**Hand rule for the 5s5p² fine structure of Xe⁵⁺**

The table holds NIST levels of Xe⁵⁺ (5s²5p and 5s5p²) and the errors of CASSCF, MS-CASPT2 and SS-CASPT2 with a 5s 5p active space and spin-orbit state interaction (OpenMolcas, ANO-R1, X2C). The program takes the spin-orbit constant ζ from the ground doublet, infers four term centres from four levels, and predicts ⁴P 1/2, ⁴P 3/2 and ²D 3/2 with second-order level repulsion, comparing with Landé intervals, exact diagonalisation and Slater term relations. The twelve predictions have an rms error of about 420 cm⁻¹, all positive, and a ζ larger by 3 to 6 % removes most of it. The ²S 1/2 label falls on the lower root of the strongly mixed ²S/²P pair in CASSCF and on the upper root in CASPT2 and the measured set. The Slater relation among term centres holds for CASSCF, where it is nearly built in, and fails by 8300 to 9900 cm⁻¹ for the CASPT2 and measured centres.

Calculated values. Xe⁵⁺ levels from OpenMolcas 26.06: state-averaged CASSCF and CASPT2 (active shells in brackets), ANO-R1 basis (6s5p3d1f), X2C, finite nucleus, spin-orbit state interaction with atomic mean-field integrals. CASPT2 uses an IPEA shift of 0.25 Ha and an imaginary shift of 0.1 Ha. Levels are paired with NIST's by configuration, term and J, each set counted from its ground level.

## Script

```python
# Table: Xe5+ levels (cm-1), NIST measured, and errors of CASSCF, MS- and SS-CASPT2 (5s 5p) with spin-orbit
# state interaction (OpenMolcas, ANO-R1, X2C). Tested: a hand rule for 5s.5p2 fine structure with zeta from
# the ground doublet and second-order repulsion, against Lande intervals and Slater term relations.
T = {
    'level': ['5s2.5p1 2Po 1/2', '5s2.5p1 2Po 3/2', '5s1.5p2 4P 1/2', '5s1.5p2 4P 3/2', '5s1.5p2 4P 5/2', '5s1.5p2 2D 3/2', '5s1.5p2 2D 5/2', '5s1.5p2 2S 1/2', '5s1.5p2 2P 3/2'],
    'measured': [0, 15599, 92586, 100378, 107205, 124870, 129230, 157996, 159112],  # 1/cm
    'err_casscf_5s_5p': [0, -780, -12700, -13500, -12890, 3010, 1070, -12030, 9930],  # 1/cm
    'err_ms_caspt2_5s_5p': [0, -650, -6050, -6600, -6700, -3350, -4180, -3700, -5280],  # 1/cm
    'err_ss_caspt2_5s_5p': [0, -780, -6440, -6990, -7090, -3740, -4580, -4090, -5670],  # 1/cm
}
import numpy as np
from scipy.optimize import minimize_scalar
m = np.array(T['measured'], float)
keys = {'CAS': 'err_casscf_5s_5p', 'MS': 'err_ms_caspt2_5s_5p', 'SS': 'err_ss_caspt2_5s_5p'}
E = {'meas': m, **{k: m + np.array(T[v], float) for k, v in keys.items()}}
# further outputs of the same runs: spin-free terms 4P 2D 2S 2P and spin-orbit lowering of the ground level
out = {'CAS': ([80762, 118908, 138960, 154549], 9893), 'MS': ([87706, 112747, 137228, 138850], 9975),
       'SS': ([87396, 112437, 136918, 138540], 9894)}
s, tg = np.sqrt, [2, 3, 5]
f = lambda a: ' '.join('%7.0f' % x for x in a)
def centres(e, z):
    d = s((e[6]-e[4])**2 - 2*z*z); P4 = (e[4]+e[6]-d)/2 - z/2; D = (e[4]+e[6]+d)/2
    P2 = e[8] - z/3 - 5/12*z*z/(e[8]-D) - 5/36*z*z/(e[8]-P4+z/3)
    S = e[7] - 2/3*z*z/(e[7]-P2+2*z/3) - 4/3*z*z/(e[7]-P4+5*z/6)
    return np.array([P4, D, S, P2])
def parts(c, z):
    P4, D, S, P2 = c; a, b = P4-5*z/6, P4-z/3
    return np.array([[a, -4/3*z*z/(S-a), -z*z/18/(P2-2*z/3-a)], [b, -z*z/12/(D-b), -5/36*z*z/(P2+z/3-b)],
                     [D, z*z/12/(D-b), -5/12*z*z/(P2+z/3-D)]])
def exact(c, z, e):
    P4, D, S, P2 = c
    w, v = np.linalg.eigh([[P4-5*z/6, z*s(2)/6, -2*z/s(3)], [z*s(2)/6, P2-2*z/3, z*s(2/3)], [-2*z/s(3), z*s(2/3), S]])
    x = np.linalg.eigvalsh([[P4-z/3, z/s(12), z*s(5)/6], [z/s(12), D, z*s(5/12)], [z*s(5)/6, z*s(5/12), P2+z/3]])
    y = np.linalg.eigvalsh([[P4+z/2, z/s(2)], [z/s(2), D]]); i = np.argmin(abs(w-e[7]))
    return np.array([w[0], x[0], y[0], x[1], y[1], w[i], x[2]]), w, v[2]**2, i
best = lambda g: minimize_scalar(g, bounds=(8500, 12000), method='bounded').x
print('Energies in cm-1 above the ground level; table errors rounded to +-5')
C, R, Z = {}, {}, {}
for k, e in E.items():
    z = Z[k] = 2*e[1]/3; c = C[k] = centres(e, z); R[k] = parts(c, z).sum(1) - e[tg]
    print('%s: zeta %.0f; centres 4P 2D 2S 2P %s' % (k, z, f(c)))
    print('  4P steps %.0f %.0f ratio %.2f (Lande 1.67); 2D split %.0f (Lande 0)' % (e[3]-e[2], e[4]-e[3], (e[4]-e[3])/(e[3]-e[2]), e[6]-e[5]))
    ld = np.array([e[4]-4*z/3, e[4]-5*z/6, e[6]]) - e[tg]
    print('  errors 4P1/2 4P3/2 2D3/2: rule %s | Lande %s' % (f(R[k]), f(ld)))
    zb = best(lambda q: np.sum((parts(centres(e, q), q).sum(1) - e[tg])**2))
    print('  exact matrix, same centres %s | rule, best zeta %.0f (x%.3f) %s' % (f(exact(c, z, e)[0][[0, 1, 3]]-e[tg]), zb, zb/z, f(parts(centres(e, zb), zb).sum(1)-e[tg])))
a = np.concatenate(list(R.values()))
print('Rule, 12 predictions: rms %.0f, worst %.0f; measured only: %s percent of level' % (s(np.mean(a**2)), a[np.argmax(abs(a))], ' '.join('%.2f' % x for x in 100*R['meas']/m[tg])))
z, c = Z['meas'], C['meas']; d = c[1]-c[0]-z/2
print('Measured J=5/2: gap %.0f, sqrt2*zeta %.0f, unmixed gap %.0f, push %.0f, mixing %.0f percent' % (m[6]-m[4], s(2)*z, d, (m[6]-m[4]-d)/2, 50*(1-d/(m[6]-m[4]))))
for i, p in zip(tg, parts(c, z)):
    print('Worked %s: first order, two pushes %s = %.0f, measured %.0f' % (T['level'][i][8:], f(p), p.sum(), m[i]))
print('Measured V/gap: 4P-2D 5/2 %.2f, 2D-2P 3/2 %.2f, 4P-2S 1/2 %.2f, 2P-2S 1/2 %.2f' % (z/s(2)/d, z*s(5/12)/(c[3]+z/3-c[1]), 2*z/s(3)/(c[2]-c[0]+5*z/6), z*s(2/3)/abs(c[2]-c[3]+2*z/3)))
_, w, wt, i = exact(c, z, m); idx = {}
print('meas J=1/2 roots %s, 2S weights %.2f %.2f, listed 2S is root %d' % (f(w), wt[1], wt[2], i+1))
for k, (t, low) in out.items():
    cc = np.array(t, float) + low; e = E[k]
    zb = best(lambda q: np.sum((exact(cc, q, e)[0] - e[2:])**2)); lv, w, wt, idx[k] = exact(cc, zb, e)
    print('%s run terms: zeta %.0f, worst misfit %.0f, centres from rule less run %s' % (k, zb, abs(lv-e[2:]).max(), f(C[k]-cc)))
    print('  J=1/2 roots %s, 2S weights %.2f %.2f, listed root %d, upper less measured 2S %.0f' % (f(w), wt[1], wt[2], idx[k]+1, w[2]-m[7]))
    print('  run centres less measured centres 4P 2D 2S 2P %s' % f(cc-c))
for k, t in [('meas', c)] + [(k, np.array(v[0], float)) for k, v in out.items()]:
    F2, K = (t[2]-t[1])/9, (t[3]-t[0])/3
    print('Slater %s: 2P-4P %.0f, F2 %.0f, K %.0f, 2D-4P %.0f vs 6F2+K %.0f, misfit %.0f' % (k, 3*K, F2, K, t[1]-t[0], 6*F2+K, t[1]-t[0]-6*F2-K))
print('Term shifts CAS to MS, 4P 2D 2S 2P %s' % f(np.array(out['MS'][0])-np.array(out['CAS'][0])))
dm = (E['MS']-E['SS'])[2:]
print('MS less SS, 5s.5p2 levels %.0f to %.0f; terms %d plus lowering %d' % (dm.min(), dm.max(), out['MS'][0][0]-out['SS'][0][0], out['MS'][1]-out['SS'][1]))
print('Ground splitting error percent CAS MS SS: ' + ' '.join('%.1f' % (100*(E[k][1]/m[1]-1)) for k in keys))
assert (m[4]-m[3])/(m[3]-m[2]) < 1 and m[6] > m[5]
assert abs(a).max() < 1500
assert idx['CAS'] == 1 and idx['MS'] == 2 and idx['SS'] == 2
assert dm.max() - dm.min() <= 20
```

Printed output:

```
Energies in cm-1 above the ground level; table errors rounded to +-5
meas: zeta 10399; centres 4P 2D 2S 2P  104820  126415  149063  154007
  4P steps 7792 6827 ratio 0.88 (Lande 1.67); 2D split 4360 (Lande 0)
  errors 4P1/2 4P3/2 2D3/2: rule     725     348     454 | Lande     753   -1839    4360
  exact matrix, same centres     638     450     346 | rule, best zeta 10985 (x1.056)      -4     174     -47
CAS: zeta 9879; centres 4P 2D 2S 2P   90787  128888  149328  164570
  4P steps 6992 7437 ratio 1.06 (Lande 1.67); 2D split 2420 (Lande 0)
  errors 4P1/2 4P3/2 2D3/2: rule     647     251     162 | Lande    1257    -796    2420
  exact matrix, same centres     602     289     114 | rule, best zeta 10330 (x1.046)      29     -21     -55
MS: zeta 9966; centres 4P 2D 2S 2P   97747  122825  146735  148943
  4P steps 7242 6727 ratio 0.93 (Lande 1.67); 2D split 3530 (Lande 0)
  errors 4P1/2 4P3/2 2D3/2: rule     490     117     191 | Lande     681   -1578    3530
  exact matrix, same centres     408     194     113 | rule, best zeta 10306 (x1.034)      41     -31     -55
SS: zeta 9879; centres 4P 2D 2S 2P   97359  122467  146422  148608
  4P steps 7242 6727 ratio 0.93 (Lande 1.67); 2D split 3520 (Lande 0)
  errors 4P1/2 4P3/2 2D3/2: rule     606     157     241 | Lande     797   -1506    3520
  exact matrix, same centres     526     232     165 | rule, best zeta 10304 (x1.043)      45     -29     -64
Rule, 12 predictions: rms 418, worst 725; measured only: 0.78 0.35 0.36 percent of level
Measured J=5/2: gap 22025, sqrt2*zeta 14707, unmixed gap 16395, push 2815, mixing 13 percent
Worked 4P 1/2: first order, two pushes   96154   -2725    -118 = 93311, measured 92586
Worked 4P 3/2: first order, two pushes  101354    -360    -268 = 100726, measured 100378
Worked 2D 3/2: first order, two pushes  126415     360   -1451 = 125324, measured 124870
Measured V/gap: 4P-2D 5/2 0.45, 2D-2P 3/2 0.22, 4P-2S 1/2 0.23, 2P-2S 1/2 4.27
meas J=1/2 roots   93224  141489  157579, 2S weights 0.33 0.62, listed 2S is root 3
CAS run terms: zeta 10182, worst misfit 139, centres from rule less run     132      87     475     128
  J=1/2 roots   79973  145827  162877, 2S weights 0.68 0.29, listed root 2, upper less measured 2S 4881
  run centres less measured centres 4P 2D 2S 2P  -14165    2386    -210   10435
MS run terms: zeta 10177, worst misfit 96, centres from rule less run      66     103    -468     118
  J=1/2 roots   86624  137435  154384, 2S weights 0.26 0.70, listed root 3, upper less measured 2S -3612
  run centres less measured centres 4P 2D 2S 2P   -7139   -3693   -1860   -5182
SS run terms: zeta 10175, worst misfit 94, centres from rule less run      69     136    -390     174
  J=1/2 roots   86235  137045  153992, 2S weights 0.26 0.70, listed root 3, upper less measured 2S -4004
  run centres less measured centres 4P 2D 2S 2P   -7530   -4084   -2251   -5573
Slater meas: 2P-4P 49187, F2 2516, K 16396, 2D-4P 21595 vs 6F2+K 31494, misfit -9899
Slater CAS: 2P-4P 73787, F2 2228, K 24596, 2D-4P 38146 vs 6F2+K 37964, misfit 182
Slater MS: 2P-4P 51144, F2 2720, K 17048, 2D-4P 25041 vs 6F2+K 33369, misfit -8328
Slater SS: 2P-4P 51144, F2 2720, K 17048, 2D-4P 25041 vs 6F2+K 33369, misfit -8328
Term shifts CAS to MS, 4P 2D 2S 2P    6944   -6161   -1732  -15699
MS less SS, 5s.5p2 levels 390 to 400; terms 310 plus lowering 81
Ground splitting error percent CAS MS SS: -5.0 -4.2 -5.0
```
